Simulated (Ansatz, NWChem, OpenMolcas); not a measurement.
# How basis sets differ on BN2H5 (SMILES NBN)

The species is BN2H5 (8 atoms), meant as a singlet with charge 0. As SMILES, `NBN`. The coordinates come from a PBE0-D4/def2-TZVP relaxation.

```xyz
8

N    -0.9710    0.5165   -0.5811
B     0.1942    0.3866    0.2005
N     0.8482   -0.8452    0.4014
H    -1.4268   -0.2445   -1.0534
H    -1.4239    1.4009   -0.7137
H     0.6497    1.3686    0.7180
H     1.6767   -0.9198    0.9609
H     0.5450   -1.7203    0.0116
```

Quantity: the HOMO–LUMO gap, in eV. The values are calculated.

```
            level          kind     program  value (eV)  CPU time
HF/ANO-R0 (sfX2C)  Hartree–Fock  OpenMolcas       16.70     2.3 s
        HF/STO-3G  Hartree–Fock  OpenMolcas       19.04     1.9 s
         HF/3-21G  Hartree–Fock  OpenMolcas       16.80     2.1 s
         HF/6-31G  Hartree–Fock      Ansatz       16.38    0.21 s
      HF/def2-SVP  Hartree–Fock      NWChem       15.19     5.6 s
     HF/6-311+G**  Hartree–Fock      Ansatz       11.80     1.3 s
   HF/aug-cc-pVDZ  Hartree–Fock      Ansatz       11.25     9.9 s
```

The values span 11.25 to 19.04 eV. A Hartree–Fock LUMO above zero doesn't converge with the basis: it sinks as sets grow more diffuse. Orbital gaps aren't excitation energies. Times are those of the runs behind each value, whatever else they computed, on shared processors of several kinds: orders of magnitude only.

The gap is smallest in the two sets with diffuse functions, and the widest step among the split-valence sets, from 15.19 to 11.80 eV, comes where such functions enter. The HOMO should be the out-of-phase combination of the nitrogen π lone pairs, with a node at boron, and an occupied valence orbital of this kind is described tolerably even by modest sets. Most of the narrowing therefore probably comes from the LUMO, which changes character: compact sets force it into an antibonding valence orbital, while diffuse ones let it spread outside the molecule, near the positive ends of the N–H bonds. Diffuse functions on hydrogen as well probably help aug-cc-pVDZ to go below 6-311+G**.

Size alone doesn't order the values. ANO-R0 is minimal like STO-3G, yet lies close to 3-21G, which suggests that the shape of the contracted functions matters as much as their number; scalar relativity is negligible for such light atoms. The narrowing is thus no evidence of weaker B–N π bonding.
